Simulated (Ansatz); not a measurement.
## A series in volume per atom on Sb2Au

All results are calculated (Ansatz 0.2.0). Periodic Kohn-Sham DFT of a crystal at fixed atoms; pressure and stress are positive in compression; the energy is the free energy less that of spherical unpolarised free atoms; site moments are those in the method's own spheres, positive along +z.

Cell of the first row (space group Fm-3m, No. 225):
```
cell vectors (Å)
   0.0000     3.2601     3.2601
   3.2601     0.0000     3.2601
   3.2601     3.2601     0.0000
atoms (fractions of the cell vectors)
Sb  0.25000  0.25000  0.25000
Sb  0.75000  0.75000  0.75000
Au  0.00000  0.00000  0.00000
```

Settings of every row: method all-electron LAPW; functional LDA; relativity scalar; k mesh 9x9x9; filling fermi-dirac; smearing width 0.08 eV; basis error target 1 meV/atom; nucleus gaussian.

Atom start moment: 0 on all atoms.

Limits: no spin-orbit coupling on heavy atoms.

```csv
row,volume per atom (Å³),pressure (GPa),energy less free atoms (eV/atom)
1,23.099,10.346,-4.5683
2,23.59,7.595,-4.5957
3,24.082,?,?
4,24.327,4.014,-4.6222
5,24.573,2.951,-4.6275
6,24.819,1.946,-4.6312
7,25.064,0.998,-4.6335
8,25.556,-0.743,-4.6338
9,26.047,-2.295,-4.6291
```

Question: what pressure and energy less free atoms should row 3 give?

Worked fit of pressure. Take u = (V_r/V)^(2/3) − 1 with V_r = 24.696 Å³ an atom, which is twice the finite (Eulerian) strain; such expansions in the strain, on which the Birch-Murnaghan equation of state is built, carry the rest volume and the bulk modulus. The shown rows have u = 0.04558, 0.03102, 0.01009, 0.00333, -0.00331, -0.00981, -0.02256, -0.03488. Least squares give pressure = 2.4405 + 151.34 × u + 463.15 × u² + 477 × u³ GPa; a parabola predicts inner rows, each left out in turn, worse (root mean square 0.0076 against 0.0018 GPa). The rows lie off it by 0.000, 0.000, -0.001, 0.001, 0.001, -0.002, 0.000, 0.000. The pressure vanishes at u = -0.0170, or V = 25.34 Å³ an atom, and there the bulk modulus at fixed shape and fractions is B = −V dP/dV = (2/3)(1 + u) dP/du = 89.1 GPa. The withheld row has u = 0.01693, so the fit gives 2.4405 + 151.34 × (0.01693) + 463.15 × (0.01693)² + 477 × (0.01693)³ = 5.138 GPa.

The calculation gave 5.141 GPa. The fit lies 0.003 GPa (0.024 % of the column's range) below it; its largest miss of a shown row is 0.002 GPa.

Worked fit of energy less free atoms. Take u = (V_r/V)^(2/3) − 1 with V_r = 24.696 Å³ an atom, which is twice the finite (Eulerian) strain; such expansions in the strain, on which the Birch-Murnaghan equation of state is built, carry the rest volume and the bulk modulus. The shown rows have u = 0.04558, 0.03102, 0.01009, 0.00333, -0.00331, -0.00981, -0.02256, -0.03488. Least squares give energy less free atoms = −4.62956 + 0.5628 × u + 16.789 × u² + 7.8 × u³ eV/atom; a parabola predicts inner rows, each left out in turn, worse (root mean square 0.00012 against 3.9e-05 eV/atom). All shown rows lie on it to the printed digit. Its lowest point lies at u = -0.0170, or V = 25.34 Å³ an atom, and the curvature there gives the bulk modulus at fixed shape and fractions, B = (4/9)(1 + u)² E″(u)/V = 89 GPa. The withheld row has u = 0.01693, so the fit gives −4.62956 + 0.5628 × (0.01693) + 16.789 × (0.01693)² + 7.8 × (0.01693)³ = -4.6152 eV/atom.

The calculation gave -4.6151 eV/atom. The fit lies 0.0001 eV/atom (0.15 % of the column's range) below it, one unit of the last digit.
